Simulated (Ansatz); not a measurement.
## ZnO: the change of pressure and energy above lowest point with volume scale

All results are calculated (Ansatz 0.2.0). Free energy against uniform scaling of the volume at fixed shape and fractions; periodic cell, basis, potentials, k mesh and filling as listed.

The cell before it is scaled or strained (space group P6_3mc, No. 186):
```
cell vectors (Å)
   3.2601     0.0000     0.0000
  -1.6300     2.8233     0.0000
   0.0000     0.0000     5.2230
atoms (fractions of the cell vectors)
Zn  0.33333  0.66667  0.50000
Zn  0.66667  0.33333  0.00000
O   0.66667  0.33333  0.37901
O   0.33333  0.66667  0.87901
```

Settings of every row: functional PBE; dispersion none; potentials PAW; wave cutoff 500 eV; density cutoff 2000 eV; k mesh 12x12x4; k shift 0x0x0; occupations fixed; smearing width 0 eV; spin none.

| row | volume scale | V (Å³/atom) | pressure (GPa) | energy above lowest point (meV/atom) |
| --- | --- | --- | --- | --- |
| 1 | 0.9406 | 11.305 | 13.5 | 39.6 |
| 2 | 0.9703 | 11.661 | 8.06 | 15.7 |
| 3 | 1 | 12.018 | ? | ? |
| 4 | 1.0297 | 12.375 | -0.55 | 0 |
| 5 | 1.0594 | 12.732 | -3.93 | 5.1 |

Question: what pressure and energy above lowest point should row 3 give?

Worked fit of pressure. Take u = (V_r/V)^(2/3) − 1 with V_r = 12.018 Å³ an atom, which is twice the finite (Eulerian) strain; such expansions in the strain, on which the Birch-Murnaghan equation of state is built, carry the rest volume and the bulk modulus. The shown rows have u = 0.04162, 0.02031, -0.01933, -0.03774. Least squares give pressure = 3.411 + 217.15 × u + 604.3 × u² GPa; a straight line predicts inner rows, each left out in turn, worse (root mean square 0.55 against 0.027 GPa). The rows lie off it by 0.00, -0.01, 0.01, -0.01. The pressure vanishes at u = -0.0165, or V = 12.32 Å³ an atom, and there the bulk modulus at fixed shape and fractions is B = −V dP/dV = (2/3)(1 + u) dP/du = 129 GPa. Letting shape and atoms relax would as a rule lower it, by much in layered, chain or molecular crystals. The withheld row has u = 0, so the fit gives 3.411 + 217.15 × (0) + 604.3 × (0)² = 3.41 GPa.

The calculation gave 3.41 GPa. The fit meets it to the printed digit.

Worked fit of energy above lowest point. Take u = (V_r/V)^(2/3) − 1 with V_r = 12.018 Å³ an atom, which is twice the finite (Eulerian) strain; such expansions in the strain, on which the Birch-Murnaghan equation of state is built, carry the rest volume and the bulk modulus. The shown rows have u = 0.04162, 0.02031, -0.01933, -0.03774. Least squares give energy above lowest point = 3.03 + 388.2 × u + 11765 × u² meV/atom; a straight line predicts inner rows, each left out in turn, worse (root mean square 11 against 0.18 meV/atom). The rows lie off it by 0.0, -0.1, 0.1, 0.0. Its lowest point lies at u = -0.0165, or V = 12.32 Å³ an atom, and the curvature there gives the bulk modulus at fixed shape and fractions, B = (4/9)(1 + u)² E″(u)/V = 132 GPa. Letting shape and atoms relax would as a rule lower it, by much in layered, chain or molecular crystals. The withheld row has u = 0, so the fit gives 3.03 + 388.2 × (0) + 11765 × (0)² = 3.0 meV/atom.

The calculation gave 3.1 meV/atom. The fit lies 0.1 meV/atom (3.2 % of the value, 0.25 % of the column's range) below it, one unit of the last digit.
